**Q:** This SnSe sheet is perfectly flat, and many of its vibrations come out with a minus sign. Is there a pattern in that, and does any row break it?

Phonons of a flat, free-standing SnSe sheet, calculated with Ansatz 0.2.0 by linear response in scalar-relativistic PBE (plane waves, PAW), without spin polarisation or dispersion correction. The cutoff is 420 eV, the k mesh 10×10×1, the Gaussian smearing 0.02 eV and the q mesh 2×2×1, with no LO–TO term. Negative values denote imaginary frequencies.

```
row  mode phonon frequency (cm^-1)  mode q point  mode branch
  1                         -58.50             X            1
  2                          12.20             X            2
  3                          59.10             X            3
  4                         121.40             X            4
  5                         142.00             X            5
  6                         156.40             X            6
  7                         -81.20             M            1
  8                         -68.80             M            2
  9                         -34.90             M            3
 10                         -34.90             M            4
 11                          86.90             M            5
 12                          86.90             M            6
 13                         -98.70             Z            1
 14                         -89.00             Z            2
 15                         -89.00             Z            3
 16                           0.00             Z            4
 17                           0.00             Z            5
 18                           0.00             Z            6
 19                         -58.50             R            1
 20                          12.20             R            2
 21                          59.10             R            3
 22                         121.40             R            4
 23                         142.00             R            5
 24                         156.40             R            6
 25                         -81.20             A            1
 26                         -68.80             A            2
 27                         -34.90             A            3
 28                         -34.90             A            4
 29                          86.90             A            5
 30                          86.90             A            6
```

**A:** A negative mode phonon frequency stands for an imaginary one: displaced atoms are pushed further away instead of back. The mode q point says how the motion repeats from cell to cell, and the mode branch numbers the motions from the lowest up. At X, successive rows of cells move in opposite directions; at M, the cells alternate like a chessboard. A single sheet has no neighbour above it, so Z is simply the zone centre, where all cells move alike, while R repeats X and A repeats M.

Look at the motions out of the plane. Row 13 is buckling, Sn against Se. Rows 1 and 2 are Sn alone and Se alone at X, and rows 7 and 8 are the same two motions at M. Four of these five are imaginary; row 2, at +12.2 cm⁻¹, is not.

**Q:** How do you know which element moves in row 7?

**A:** From the points between X and M, where Sn and Se still move separately. Halfway along, the interpolated Sn motion lies at −70.8 cm⁻¹. On this coarse mesh the interpolation simply averages the signed squares of the Sn motions at the two ends. Rows 1 and 7 give that value, whereas rows 1 and 8 would give −63.9 cm⁻¹.

**Q:** Se is lighter than Sn. Could row 2 differ just because of the mass?

**A:** Mass changes the size of a frequency but not its sign. To size the break, imagine vertical springs between neighbouring Sn and Se atoms only. At X and M every atom has two neighbours going up and two going down, so their pulls cancel. Each element then moves on its own, with the force constant of buckling and its own mass.

Row 13 alone therefore predicts four other rows: −62.4 cm⁻¹ for Sn and −76.5 cm⁻¹ for Se, at both points. Row 2 misses its prediction by 89 cm⁻¹, the other three by at most 19 cm⁻¹. Row 2 is the clearest break, because the springs get even its sign wrong. Signed frequencies exaggerate a miss across zero, though: in force constants row 2 misses by 1.74 eV/Å² and row 7 by 1.18 eV/Å².

**Q:** What is special about Se moving at X?

**A:** Follow the straight lines of atoms, Se–Sn–Se–Sn, that run along the bonds. Two of them cross at every atom. When Se moves at X, one Se on a line goes up and the next goes down. The Sn between them stays on a straight line that has merely tilted, so the line bends only at Se.

When Sn moves at X, the roles are exchanged and the line bends only at Sn. In buckling, and in both motions at M, it bends at both elements. Row 2 is thus the only one of the five motions that leaves the lines straight at Sn. It is also the only one that is not imaginary, which suggests that the sheet gains energy by bending at Sn.

**Q:** Can that be turned into a prediction?

**A:** Let the energy of a bend be ½b(2u)², where u is the height of an atom above its two neighbours on the line and b is a stiffness, one for Sn and one for Se. Two lines cross at each atom, so a bend at one element contributes 8b to the force constant. Row 1 gives 8b for Sn, −1.49 eV/Å², and row 2 gives 8b for Se, +0.04 eV/Å². Read within this model, bending at Sn lowers the energy, and bending at Se costs almost nothing.

Buckling bends the lines at both, so its force constant should be the sum, −1.45 eV/Å². The calculated one is −1.70 eV/Å². For the same moving masses the frequency goes as the square root of the force constant, so the model gives 98.7 × √(1.45/1.70) ≈ 91 cm⁻¹, imaginary. Row 13 served here only to convert units; its force constant was not used to set the model.

**Q:** And the two motions at M?

**A:** They should have that same sum as their force constant. Se at M agrees to about 2 cm⁻¹. Sn at M does not: the model gives −57.7 cm⁻¹ and the calculation −81.2 cm⁻¹. This is the second break, and here bending does worse than the springs did: the calculated force constant is about twice the predicted one. At M a Sn atom moves with the Sn atoms on its own lines and against its four Sn neighbours along the cell edges, with which it shares no line. The difference between rows 7 and 13 therefore points to a coupling between those neighbours that favours a chessboard of raised and lowered Sn atoms, but these numbers do not give its origin. The same coupling acts at X with half the weight, so the split into one stiffness for Sn and one for Se is only approximate. The output below lists the misses of both models.

**Q:** Row 2 is close to zero. Can I trust its sign?

**A:** Not firmly, because the electronic states were only loosely converged. The band gap on the k mesh is also very small, a band crossing between the sampled points may have been missed, spin–orbit coupling was left out and no finer mesh was tried, so all the soft modes may shift. The argument doesn't need the sign, though. If row 2 were −12.2 cm⁻¹, the predicted buckling would move only from −91 to −94 cm⁻¹. What matters is that Se at X is nearly neutral while the springs would make it strongly unstable.

**Q:** Why should bending at Sn pay?

**A:** The standard candidate is the lone pair of Sn. In a flat sheet the mirror plane forbids its 5s and upright 5p orbitals to mix. Once Sn sits above all four neighbours they can mix, and the pair moves to the open side, which lowers the energy. That fits buckling and both Sn motions, but it was not tested here.

It is also not the whole story. When Se moves at M, the two lines through a Sn atom bend in opposite directions, and this mixing cancels. Row 8 is imaginary all the same, and the model matches it only with the full Sn term, so the lone pair cannot be the main source of that term there. Another candidate is the tiny gap, whose edges lie at and next to X: if those states differ in their symmetry under the mirror plane, motion out of the plane would be expected to mix them. That was not tested either.

**Q:** Do the lines also tell me something about motion within the plane?

**A:** They help with the signs. A line of atoms bonded by half-filled p orbitals can gain energy when its bonds alternate short, long, short, long. Between unlike atoms, as here, the gain is usually weaker and not guaranteed. The zone centre and M allow that sequence. At X the bonds follow as short, short, long, long, and no gain of this kind is expected. Indeed, both points that allow alternation have an imaginary in-plane pair, and at X every in-plane motion is real. That fits the idea but does not prove it, and whether the imaginary pair at M is the alternating motion was not checked.

The sizes show that the lines are not independent. At M each line vibrates as it would at the zone centre, either along itself or sideways, whereas the zone-centre motion does both at once. For independent lines the signed squares of the two pairs at M would therefore add up to that of the pair at the zone centre. With −34.9 and 86.9 cm⁻¹ at M the sum is positive, while the zone-centre pair lies at −89.0 cm⁻¹.

**Q:** So which shape does the sheet finally take?

**A:** These frequencies give the curvature of the energy at the flat shape, not the depth of the valley beside it. To find the final shape, one has to displace the atoms along the unstable motions, in cells large enough to hold the X and M patterns, and relax them.

Numerical output:

```
force constant of buckling at the zone centre, row 13 (eV/A^2): -1.699
force constant of Sn out of plane at X, row 1 (eV/A^2): -1.494
force constant of Se out of plane at X, row 2 (eV/A^2): 0.04322
force constant of Sn out of plane at M, row 7 (eV/A^2): -2.878
force constant of Se out of plane at M, row 8 (eV/A^2): -1.375
spring model, Sn at X and at M (cm^-1): -62.38
spring model, Se at X and at M (cm^-1): -76.49
spring model less computed, Sn at X, row 1 (cm^-1): -3.883
spring model less computed, Se at X, row 2 (cm^-1): -88.69
spring model less computed, Sn at M, row 7 (cm^-1): 18.82
spring model less computed, Se at M, row 8 (cm^-1): -7.685
bending model, buckling at the zone centre (cm^-1): -91.21
bending model, Sn at M (cm^-1): -57.65
bending model, Se at M (cm^-1): -70.68
bending model less computed, buckling, row 13 (cm^-1): 7.493
bending model less computed, Sn at M, row 7 (cm^-1): 23.55
bending model less computed, Se at M, row 8 (cm^-1): -1.879
bending model, buckling if row 2 had the opposite sign (cm^-1): -93.89
halfway from X to M, Sn frequency if row 7 is Sn (cm^-1): -70.77
halfway from X to M, Sn frequency if row 8 were Sn (cm^-1): -63.86
in-plane imaginary pair, M less zone centre (cm^-1): 54.1
```
